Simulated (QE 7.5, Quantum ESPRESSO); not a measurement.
# Lattice constant and nearest-neighbour distance of bcc molybdenum: PBE relaxations compared with a literature cell edge and EXAFS

## Reference data

Two measured values describe the same bcc lattice. A fit to the Mo K-edge EXAFS gives a nearest Mo–Mo distance of 2.72 ± 0.01 Å ("Atomic Dispersed Hetero-Pairs for Enhanced Electrocatalytic CO2 Reduction", 2023, PubMed Central 10628116). The sample is a metal reference, presumably a foil, and the first two bcc shells overlap in such a fit. The cubic cell edge of bulk Mo is 3.147 Å, a literature value quoted in "Anisotropic Resistivity Size Effect in Epitaxial Mo(001) and Mo(011) Layers" (2023, PubMed Central 10052566); method and temperature are not given with the value. The starting cell, from a published crystal structure, has a nearest distance of 2.7252 Å, which lies within the EXAFS uncertainty.

| compared with | measured | source's wording or label | method |
| --- | --- | --- | --- |
| Mo-Mo, nearest pair (Å) | 2.72 ± 0.01 | Mo-Mo nearest neighbour | Mo K-edge EXAFS fit |
| cell edge a (Å) | 3.147 | cubic lattice constant, literature experiment | not stated |

Conditions are those given with the value in the passage it was taken from; "not stated" means there, and the paper may say more elsewhere. The values are a selection: others may have been left out beforehand as unlike or outlying.

## Method

The aim is to obtain the nearest Mo–Mo distance and the cell edge without fitting to either. The model is the one-atom primitive cell of non-magnetic bcc Mo, with its volume free. Symmetry fixes the ratio of distance to edge, so the two quantities test a single degree of freedom; the cell edge is the sharper reference, because the EXAFS distance carries the overlap of two shells.

Success is set at 0.5 % for both quantities. That is enough to expose the usual lattice error of a gradient-corrected functional, about a per cent or less in a transition metal, and it is close to the uncertainty of the EXAFS fit. The calculation describes a static lattice. Thermal and zero-point expansion of so stiff a metal should amount to roughly 0.1 to 0.2 % in length at room temperature, and the EXAFS mean distance is a few thousandths of an ångström longer than the distance between mean positions.

PBE is taken as the main level. LDA is passed over because it usually makes 4d metals too small, and hybrid functionals because their exact exchange is costly and poorly suited to a metal. A full cell relaxation comes first, followed by checks of mesh, cutoff and pseudopotential, with PBEsol as the neighbouring level.

System: Mo; Im-3m (No. 229), 1 atom in the cell used, edges 2.7252, 2.7252, 2.7252 A, angles 109.47, 109.47, 109.47 deg; cell from a published crystal structure; structure from the Crystallography Open Database.

## 1. PBE relaxation of the bcc cell

The cell must be free, since fixing it at the diffraction value would return the nearest distance by construction. A 12×12×12 mesh with modest smearing and a 45 Ry cutoff for ultrasoft potentials is a reasonable working setting for a one-atom transition-metal cell. PBE is expected to give a lattice slightly too large, by a few tenths of a per cent.

**Run 1.** QE 7.5: PBE, pw.x with GBRV ultrasoft files, cell and atoms relaxed, cutoff 45 Ry, mesh 12x12x12, Fermi-Dirac 0.1 eV, force tolerance 0.015 eV/A.

Key lines of the input:
```
&control
   calculation='vc-relax'
   forc_conv_thr=5.8e-04, etot_conv_thr=1e-04, nstep=60, tstress=.true., tprnfor=.true.
/
&system
   ibrav=0, nat=1, ntyp=1
   ecutwfc=45, ecutrho=360
   occupations='smearing', smearing='fd', degauss=0.0073
/
&electrons
   conv_thr=1.0e-09, mixing_beta=0.5, electron_maxstep=100
/
&ions
/
&cell
   press_conv_thr=0.2
/
ATOMIC_SPECIES
Mo 1.0 Mo.gbrv-pbe.upf
CELL_PARAMETERS angstrom
  -1.57341500 1.57341500 1.57341500
  1.57341500 -1.57341500 1.57341500
  1.57341500 1.57341500 -1.57341500
ATOMIC_POSITIONS crystal
Mo   0.00000000 0.00000000 0.00000000
K_POINTS automatic
12 12 12 0 0 0
```

Command:
```
OMP_NUM_THREADS=1 mpirun --oversubscribe --bind-to none -np 4 pw.x -nk 4 -in relax.in > relax.out
```

Selected lines of the output:
```
          total   stress  (Ry/bohr**3)                   (kbar)     P=       26.08
     bfgs converged in   3 scf cycles and   2 bfgs steps
     new unit-cell volume =    106.17567 a.u.^3 (    15.73361 Ang^3 )
CELL_PARAMETERS (angstrom)
  -1.578542016   1.578542016   1.578542016
```

Converged; 6.1 s on 4 cores of Arm Neoverse V2, shared host.

| quantity | run 1 | measured | deviation |
| --- | --- | --- | --- |
| Mo-Mo, nearest pair (Å) | 2.734 | 2.72 ± 0.01 | +0.014 (+0.5 %) |
| cell edge a (Å) | 3.157 | 3.147 | +0.010 (+0.3 %) |
| volume per atom (Å³) | 15.73 |  |  |

The cell edge comes out 0.3 % above the measured value, inside the target and in the expected direction. The nearest distance, 2.734 Å against 2.72 Å, exceeds its limit by a hair. That result is undecided, since a shift of the EXAFS value well within its ±0.01 Å would reverse it.

The two deviations differ only because the references do. In a bcc lattice the nearest distance is √3/2 of the edge, and the measured edge therefore corresponds to about 2.725 Å, in line with the diffraction structure and slightly above the EXAFS value. The calculation has made one error in volume, not two separate errors in structure.

## 2. Denser mesh and higher cutoff

With the distance so close to its limit, the numerical settings have to be tested before the functional is judged. The mesh is raised to 16×16×16 at the same cutoff, and separately the cutoff to 60 Ry at the same mesh, so that each change can be read on its own. For a smeared metal with one atom per cell, both are expected to move the edge by no more than a few thousandths of an ångström.

**Run 2.** QE 7.5: PBE, pw.x with GBRV ultrasoft files, cell and atoms relaxed, cutoff 45 Ry, mesh 16x16x16, Fermi-Dirac 0.1 eV, force tolerance 0.015 eV/A.

Key lines of the input, as changed from run 1:
```diff
- 12 12 12 0 0 0
+ 16 16 16 0 0 0
```

Selected lines of the output:
```
     new unit-cell volume =    106.19259 a.u.^3 (    15.73612 Ang^3 )
```

Converged; wall time 11 s.

**Run 3.** QE 7.5: PBE, pw.x with GBRV ultrasoft files, cell and atoms relaxed, cutoff 60 Ry, mesh 12x12x12, Fermi-Dirac 0.1 eV, force tolerance 0.015 eV/A.

Key lines of the input, as changed from run 1:
```diff
  &system
-    ecutwfc=45, ecutrho=360
+    ecutwfc=60, ecutrho=360
```

Selected lines of the output:
```
          total   stress  (Ry/bohr**3)                   (kbar)     P=       30.95
     new unit-cell volume =    106.36575 a.u.^3 (    15.76178 Ang^3 )
```

Converged; 8.3 s on 4 cores of Intel Xeon at 2.70GHz, shared host.

| quantity | run 2 | run 3 | measured |
| --- | --- | --- | --- |
| Mo-Mo, nearest pair (Å) | 2.734 | 2.736 | 2.72 ± 0.01 |
| cell edge a (Å) | 3.157 | 3.159 | 3.147 |
| volume per atom (Å³) | 15.74 | 15.76 |  |

The denser mesh leaves the edge at 3.157 Å. The higher cutoff lengthens it to 3.159 Å and raises the pressure at the common starting cell from 26.08 to 30.95 kbar, so the basis, not the mesh, is the more sensitive setting here. The change is still small beside the 0.012 Å by which the edge now exceeds the measured one.

At 60 Ry the edge remains within 0.5 %. The nearest distance, 2.736 Å, moves slightly further beyond its limit, but the uncertainty of the EXAFS value still leaves that comparison undecided.

## 3. A second pseudopotential at 60 Ry

The remaining excess could belong to PBE or to the GBRV potential. Repeating the 60 Ry relaxation with the SSSP efficiency file keeps functional, mesh and smearing fixed and tests the potential at the level on which the verdict will rest. If the excess comes from the functional, the edge should again lie a few tenths of a per cent above experiment.

**Run 4.** QE 7.5: PBE, pw.x with SSSP efficiency files, cell and atoms relaxed, cutoff 60 Ry, mesh 12x12x12, Fermi-Dirac 0.1 eV, force tolerance 0.015 eV/A.

Key lines of the input, as changed from run 1:
```diff
  &system
-    ecutwfc=45, ecutrho=360
+    ecutwfc=60, ecutrho=480
- Mo 1.0 Mo.gbrv-pbe.upf
+ Mo 1.0 Mo.sssp-pbe.upf
```

Selected lines of the output:
```
     new unit-cell volume =    106.42967 a.u.^3 (    15.77125 Ang^3 )
CELL_PARAMETERS (angstrom)
  -1.579799743   1.579799743   1.579799743
```

Converged; 11 s on 4 cores of Arm Neoverse N1, shared host.

| quantity | run 4 | measured | deviation |
| --- | --- | --- | --- |
| Mo-Mo, nearest pair (Å) | 2.736 | 2.72 ± 0.01 | +0.016 (+0.6 %) |
| cell edge a (Å) | 3.160 | 3.147 | +0.013 (+0.4 %) |
| volume per atom (Å³) | 15.77 |  |  |

With the second potential the edge is 3.160 Å, against 3.159 Å with GBRV at the same wavefunction cutoff. The density cutoff rose from 360 to 480 Ry along with the change of file, so the small difference is not due to the potential alone. Two different potentials thus give nearly the same excess over the measured edge, which points to PBE rather than to the GBRV file as its main source.

## 4. PBEsol as the neighbouring level

PBEsol, built to improve the lattice constants of solids, gives the PBE error a scale. It is run at 45 Ry on the 12×12×12 mesh, to be set against the first PBE relaxation at the same settings. A shorter edge is expected, probably somewhat below the measured one.

**Run 5.** QE 7.5: PBEsol, pw.x with GBRV ultrasoft files, cell and atoms relaxed, cutoff 45 Ry, mesh 12x12x12, Fermi-Dirac 0.1 eV, force tolerance 0.015 eV/A.

Key lines of the input, as changed from run 1:
```diff
- Mo 1.0 Mo.gbrv-pbe.upf
+ Mo 1.0 Mo.gbrv-pbesol.upf
```

Selected lines of the output:
```
          total   stress  (Ry/bohr**3)                   (kbar)     P=      -53.63
     new unit-cell volume =    103.08383 a.u.^3 (    15.27545 Ang^3 )
```

Converged; wall time 22 s.

| quantity | run 5 | measured | deviation |
| --- | --- | --- | --- |
| Mo-Mo, nearest pair (Å) | 2.707 | 2.72 ± 0.01 | −0.013 (−0.5 %) |
| cell edge a (Å) | 3.126 | 3.147 | −0.021 (−0.7 %) |
| volume per atom (Å³) | 15.28 |  |  |

PBEsol shortens the edge to 3.126 Å, which is 0.031 Å below the PBE value at the same cutoff and mesh. The sign is the one expected, but the edge now falls 0.7 % short of the measured one and misses the target. The starting cell shows the same contrast, with a pressure of −53.63 kbar in PBEsol against 26.08 kbar in PBE.

The nearest distance, 2.707 Å, lies just inside 0.5 % of the EXAFS value. This comparison is as undecided as the PBE one, because the ±0.01 Å of the fit covers a shift that would reverse it. The cell edge therefore has to separate the two functionals. For PBEsol it rests on the 45 Ry setting.

## Comparison with experiment

| run | settings | Mo-Mo, nearest pair (Å) | deviation | cell edge a (Å) | deviation | cost |
| --- | --- | --- | --- | --- | --- | --- |
| 1 | PBE, pw.x with GBRV ultrasoft files, cutoff 45 Ry, mesh 12x12x12 | 2.734 | +0.014 (+0.5 %) | 3.157 | +0.010 (+0.3 %) | under 1 core-min |
| 2 | PBE, pw.x with GBRV ultrasoft files, cutoff 45 Ry, mesh 16x16x16 | 2.734 | +0.014 (+0.5 %) | 3.157 | +0.010 (+0.3 %) | under 1 core-min |
| 3 | PBE, pw.x with GBRV ultrasoft files, cutoff 60 Ry, mesh 12x12x12 | 2.736 | +0.016 (+0.6 %) | 3.159 | +0.012 (+0.4 %) | under 1 core-min |
| 4 | PBE, pw.x with SSSP efficiency files, cutoff 60 Ry, mesh 12x12x12 | 2.736 | +0.016 (+0.6 %) | 3.160 | +0.013 (+0.4 %) | under 1 core-min |
| 5 | PBEsol, pw.x with GBRV ultrasoft files, cutoff 45 Ry, mesh 12x12x12 | 2.707 | −0.013 (−0.5 %) | 3.126 | −0.021 (−0.7 %) | 89 core-s |
|  | measured | 2.72 ± 0.01 |  | 3.147 |  |  |

Further runs on the same system, made beside this series (convergence steps with loose settings among them):

| further | settings | Mo-Mo, nearest pair (Å) | deviation | cell edge a (Å) | deviation | cost |
| --- | --- | --- | --- | --- | --- | --- |
| F1 | PBE, pw.x with GBRV ultrasoft files, atoms relaxed at the starting cell, cutoff 45 Ry, mesh 12x12x12 | 2.725 | +0.005 (+0.2 %) | – |  | under 1 core-min |
| F2 | PBE, pw.x with GBRV ultrasoft files, cell and atoms relaxed, cutoff 45 Ry, mesh 7x7x7 | 2.737 | +0.017 (+0.6 %) | 3.160 | +0.013 (+0.4 %) | under 1 core-min |
|  | measured | 2.72 ± 0.01 |  | 3.147 |  |  |

## Discussion

PBE at 60 Ry meets the 0.5 % target for the cell edge, while the nearest distance remains undecided. The edge is 3.159 Å with the GBRV potential and 3.160 Å with the SSSP file, about 0.4 % above the measured 3.147 Å, at under one core-minute per relaxation. The distance of 2.736 Å is 0.6 % too long, nominally outside the target, but the ±0.01 Å of the EXAFS fit could reverse that call.

Of the two refinements of the working settings, the higher cutoff mattered more, lengthening the PBE edge by 0.002 Å. The 16×16×16 mesh left it at 3.157 Å, whereas a 7×7×7 mesh gave 3.160 Å at the same 45 Ry, so the 12×12×12 mesh was adequate. A relaxation at the fixed diffraction cell returned 2.725 Å by construction and tests nothing.

The agreement in the edge owes something to a cancellation. The calculation omits zero-point and thermal expansion, which would lengthen the computed edge by roughly 0.1 to 0.2 % at room temperature and take the PBE excess to the limit or just past it. The thermal mean seen by EXAFS would likewise widen the excess in distance. What remains is most plausibly PBE's usual overestimate of lattice constants, as two potentials agree on it.

PBEsol errs the other way, with an edge 0.7 % too short at 45 Ry. Expansion would reduce that deficit, leaving the two functionals with errors of similar size, so they cannot be ranked here. The temperature behind the measured edge is not given with the value, but 3.147 Å is the usual room-temperature lattice constant of molybdenum, so the room-temperature estimate of the expansion is the one to apply.

[Logs are printed without paths, hosts, clocks, repeated set-up lines and the standing remarks that a program may print on its own settings, such as how far it seeks lower states.]

[The runs shown are a pick from a larger set of finished runs; failed, doubtful and other runs were left out of it ahead of writing. So were measured values far from every level or from commonly accepted values, and agreement can look better than it is. Lines of input and output are excerpts and may be shortened.]
